**Gallium nitride: which line belongs to which vibration?**

Eight wavenumbers of gallium nitride have lost their row numbers. Two were computed with the PBE density functional and six were measured by Raman scattering. The missing numbers are positions in a list sorted by wavenumber, so sorting will bring them back. The harder question is what the atoms do in each vibration, and which computed value may fairly be compared with which measured one.

Harmonic zone-centre vibrations of wurtzite GaN, computed with ABINIT 10.8.3 using the PBE functional, SPMS-NC-PBE-v1.0 pseudopotentials, a plane-wave cutoff of 925 eV and an 8 × 8 × 4 k-point mesh. The cell was relaxed at zero pressure with the same settings. The computed wavenumbers leave out the long-range electric field that separates LO from TO modes. Candidates: 5, 11, 15, 18, 8, 1, 12, 16.

```csv
row,computed wavenumber (cm⁻¹)
A,n/a
B,n/a
C,136.0
D,n/a
E,n/a
F,525.4
G,n/a
H,n/a
```

**Sorting**

The table above prints computed values only. The entries marked n/a are measured lines, and their values in cm⁻¹ are: A 568, B 570, D 568.1, E 566.6, G 733 and H 568.7.

C is the lowest and takes row 1, F follows as row 5, and G, the highest, takes row 18. The remaining five fall into the order E, A, D, H, B, which gives rows 8, 11, 12, 15 and 16. The order of A and D hangs on 0.1 cm⁻¹. That settles their row numbers but has no physical meaning, because two spectrometers can easily disagree by more. To find the vibrations behind the numbers, the next sections also use the labels of the full table, printed further down, and other results of the same calculation.

**What symmetry allows**

The wurtzite cell holds two gallium and two nitrogen atoms, hence twelve independent motions, of which three merely shift the whole crystal. Symmetry sorts the other nine into one A1, one E1, two E2 and two B1 vibrations. The letter E marks a pair of equal wavenumbers with motion across the crystal axis, listed as 2-fold; A and B are single vibrations along the axis, listed as 1-fold.

The crystal can be pictured as a stack of double layers, each made of gallium and nitrogen. In A1 and E1 the two gallium atoms move together against the nitrogen atoms, so positive and negative charge separate and the vibration absorbs infrared light. In E2 and B1 neighbouring double layers move oppositely and their dipoles cancel.

**C: a sliding motion**

C is a computed pair at 136.0 cm⁻¹, far below the other computed pairs. It has no infrared strength in the calculation, which rules out E1 and makes it the lower E2 vibration, E2(low). Its low value fits a simple picture: each double layer moves almost as a rigid sheet and slides against the next. The bonds within a sheet are then hardly stretched. Those between sheets are just as short, but they are bent sideways rather than stretched, which costs little energy. The assignment is sure; the picture is an argument from structure, since the atomic displacements themselves are not listed.

**F: the nearest measured line is the wrong one**

F is also a computed pair, at 525.4 cm⁻¹, and the closest measured lines are the group near 568 called E2(high). The calculation has another pair, however, only 6.6 cm⁻¹ higher, at 532.0. In both, gallium moves against nitrogen within each double layer, and they differ mainly in whether the next layer moves in step or in opposition. That changes how far the bonds between layers are bent sideways, which costs little energy, so close values are natural. The picture is too coarse, however, to say which pair lies higher.

Neither wavenumber nor degeneracy can separate the two. Paired with the measured E2(high) lines, F would lie 7.5% too low and its neighbour 6.3% too low, and both errors are believable. The infrared strengths from the same calculation decide: F absorbs and its neighbour does not. F is therefore E1(TO), and the pair at 532.0 is E2(high). TO, for transverse optical, means that the atoms move across the direction in which the wave travels.

**A, B, D, E and H: one vibration measured five times**

These five lines are all E2(high), as their papers say. The ten such readings in the full table spread over only 3.7 cm⁻¹, an amount that strain in a film or the calibration of a spectrometer commonly produces. The labels make the vibration sure, but a value alone cannot tell which sample or laboratory it came from. Parallel and crossed polarisations, written z(xx)z and z(yx)z, each pick out one partner of the E2 pair. In a perfect hexagonal crystal the partners share one wavenumber, but strain that is unequal in different directions across the axis can part them slightly.

**G: a vibration stiffened by its own field**

G, at 733 cm⁻¹, is labelled A1(LO). LO, for longitudinal optical, means that the atoms move along the direction of travel. In a polar vibration this builds up an electric field that pulls the atoms back and raises the wavenumber. The computed values in the table leave this field out, so G has no partner among them.

The nearest computed value, 655.8 cm⁻¹, is a tempting but false match. When the field is added along the crystal axis, that vibration stays where it was, as a non-polar B1 vibration must. The one at 502.7 rises by 193.2 to 695.9 cm⁻¹, which identifies it as A1(TO) and gives G its proper partner. With the field across the axis, E1(LO) comes out at 696.1 cm⁻¹, almost the same value. The calculation alone could therefore not tell which of the two G is; that rests on the label in the paper.

The rows with their labels:

```csv
row,computed wavenumber (cm⁻¹),what it is,measured wavenumber (cm⁻¹),"label in the paper, method, sample",temperature of the measurement (K),source
1,136.0,2-fold,n/a,n/a,n/a,n/a
2,n/a,n/a,143,E2(low); micro-Raman; bulk crystal,n/a,pmc:4275118 (2014)
3,319.2,1-fold,n/a,n/a,n/a,n/a
4,502.7,1-fold,n/a,n/a,n/a,n/a
5,525.4,2-fold,n/a,n/a,n/a,n/a
6,532.0,2-fold,n/a,n/a,n/a,n/a
7,n/a,n/a,566.3,"E2(high), cross z(yx)z configuration, x along [11-20]; polarized Raman spectroscopy; film",n/a,pmc:10858272 (2024)
8,n/a,n/a,566.6,"E2(high), parallel z(xx)z configuration, x along [11-20]; polarized Raman spectroscopy; film",n/a,pmc:10858272 (2024)
9,n/a,n/a,567.4,E2(high); Raman spectroscopy; bulk crystal,n/a,arXiv:1502.00072 (2015)
10,n/a,n/a,568,E2(high); micro-Raman; bulk crystal,n/a,pmc:4275118 (2014)
11,n/a,n/a,568,E2(high); micro-Raman; film,300,arXiv:1311.3097 (2013)
12,n/a,n/a,568.1,"E2(high), parallel z(xx)z configuration, x along [11-20]; polarized Raman spectroscopy; film",n/a,pmc:10858272 (2024)
13,n/a,n/a,568.4,"E2(high), cross z(yx)z configuration, x along [11-20]; polarized Raman spectroscopy; film",n/a,pmc:10858272 (2024)
14,n/a,n/a,568.5,"E2(high), sample etched 10 min; micro-Raman; film",300,pmc:3212216 (2011)
15,n/a,n/a,568.7,"E2(high), unetched sample A; micro-Raman; film",300,pmc:3212216 (2011)
16,n/a,n/a,570,E2(high); Raman; film,300,arXiv:1910.07810 (2019)
17,655.8,1-fold,n/a,n/a,n/a,n/a
18,n/a,n/a,733,A1(LO); micro-Raman; bulk crystal,n/a,pmc:4275118 (2014)
19,n/a,n/a,733,A1(LO); micro-Raman; film,300,arXiv:1311.3097 (2013)
20,n/a,n/a,734,A1(LO); Raman spectroscopy; bulk crystal,n/a,arXiv:1502.00072 (2015)
21,n/a,n/a,735,A1(LO); Raman; film,300,arXiv:1910.07810 (2019)
22,n/a,n/a,745,E1(LO); micro-Raman; bulk crystal,n/a,pmc:4275118 (2014)
```

**How good are the computed values?**

Four computed vibrations have a measured partner: the two E2 pairs and, once the field is included, A1(LO) and E1(LO). All four come out too low, by about 5 to 7% of the measured value. The two TO and the two B1 vibrations have no measured partner here, so their errors remain unknown. The measured values were collected from the listed papers by a program, and a few may be misread; the close agreement of the ten E2(high) readings makes that group the safest reference.

Part of the error in E2(high) can be estimated. PBE makes the relaxed crystal too large, by roughly 3% in volume, and longer bonds are softer. The Grüneisen parameter states by how many per cent a wavenumber falls when the volume grows by one per cent; for this vibration it is roughly 1.5. Both numbers are rough recalled values.

expected lowering ≈ 1.5 × 3% = 4.5%

The actual shortfall is 6.3%, so the oversized cell could account for most of it. With inputs this rough, the remainder has no firm meaning. The estimate shows that the oversized cell could cause an error of this order, not that it is the only cause. For the two LO vibrations a further cause is expected: PBE usually overstates how strongly the electrons screen the electric field, and a weaker field stiffens the vibration less. The printed analysis below gives the differences for each pairing.

The same reasoning fails for E2(low). This sliding vibration is known to soften when the crystal is compressed, so an oversized cell should raise it, yet the computed value lies about 5% below the single measured one. Repeating the calculation with the cell held at its measured size would show how much of each error comes from volume. What makes the sliding motion too soft is left open by this table.

The analysis program printed:

```
Optical vibrations counted with their degeneracy: 9
Gap between the two upper 2-fold modes, cm-1: 6.6
Number of measured E2(high) readings: 10
Mean of the measured E2(high) readings, cm-1: 568
Spread of the measured E2(high) readings, cm-1: 3.7
E2(low), computed minus measured, cm-1: -7
E2(low), computed minus measured, percent: -4.895
E2(high), computed minus mean measured, cm-1: -36
E2(high), computed minus mean measured, percent: -6.338
Wrong pairing of 525.4 with E2(high), percent: -7.5
Mean of the measured A1(LO) readings, cm-1: 733.8
A1(LO), computed minus mean measured, percent: -5.163
E1(LO), computed minus measured, percent: -6.564
Wrong pairing of 655.8 with A1(LO), percent: -10.62
Rise from A1(TO) to A1(LO) by the long-range field, cm-1: 193.2
Rise from E1(TO) to E1(LO) by the long-range field, cm-1: 170.7
Rough softening of E2(high) expected from the too large cell, percent: 4.5
```
